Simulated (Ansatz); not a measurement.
## A substitution series on Ge: H to Cl

Gas-phase molecules. On one Ge centre that keeps CH3, n of the H ligands are replaced by Cl. The atomisation energy (no zero-point term) y in kJ/mol at CCSD(T)/def2-TZVPP. Shapes: PBE0-D4/def2-TZVP. Programs: Ansatz 0.2.0.

| molecule | n | y (kJ/mol) |
| --- | --- | --- |
| GeH3(CH3) | 0 | 2473 |
| GeH2(CH3)Cl | 1 | ? |
| GeH(CH3)Cl2 | 2 | 2557 |
| Ge(CH3)Cl3 | 3 | 2595 |

Question: Fit y = c + s·n to the known rows and predict GeH2(CH3)Cl.

Answer: 
1. Means of the 3 rows: n = 1.66667, y = 2541.7.
2. Σ(Δn)² = 4.6667, Σ(Δn·Δy) = 190.67, so the slope is 190.67/4.6667 = 40.858.
3. Intercept: 2541.7 − (40.858) × 1.66667 = 2473.6. The largest residual of the fit is 1.7.
4. GeH2(CH3)Cl: 2473.6 + (40.858) × 1 = 2514 kJ/mol.

The run gave 2514 kJ/mol, so the prediction is off by 0 kJ/mol: they agree to the digits shown. The steps per swap are +41, +43, +38 kJ/mol. The slope is only an average step. Other levels give for GeH2(CH3)Cl: B3LYP-D4/def2-TZVPP 2538; wB97X-V/def2-TZVPP 2566; MP2/def2-SVP 2412 kJ/mol. Spin-orbit coupling of the free atoms (H 0, Cl 4 kJ/mol each; the atoms kept shift only the intercept) is left out. Coupled cluster in double- or triple-zeta sets underbinds by a few per cent against its basis-set limit. Relativity is left out for Ge. Outer-core shells of Ge are correlated, in sets that cover them unevenly.

Replacing hydrogen by chlorine raises the atomisation energy at every step, by +41, +43 and +38 kJ/mol. Each swap keeps the number of atoms and of single bonds, so the step essentially measures how much stronger a Ge–Cl bond is than a Ge–H bond. The main reason is polarity: chlorine is much more electronegative than germanium, which adds a large ionic contribution to the bond, whereas Ge–H is only weakly polar. The nearly even steps point to largely local, additive bonding. The slightly smaller last one may reflect chlorines competing for charge from the same centre, but the variation is too small to establish this.

Zero-point motion would probably widen the gap per swap, because the light hydrogen gives stiffer stretching and bending modes than chlorine. For GeH2(CH3)Cl, the spread between levels exceeds a single substitution step, so the trend is meaningful only within one level. A larger atomisation energy does not by itself show that chlorination is favourable, since that also depends on the reagent and the by-product.
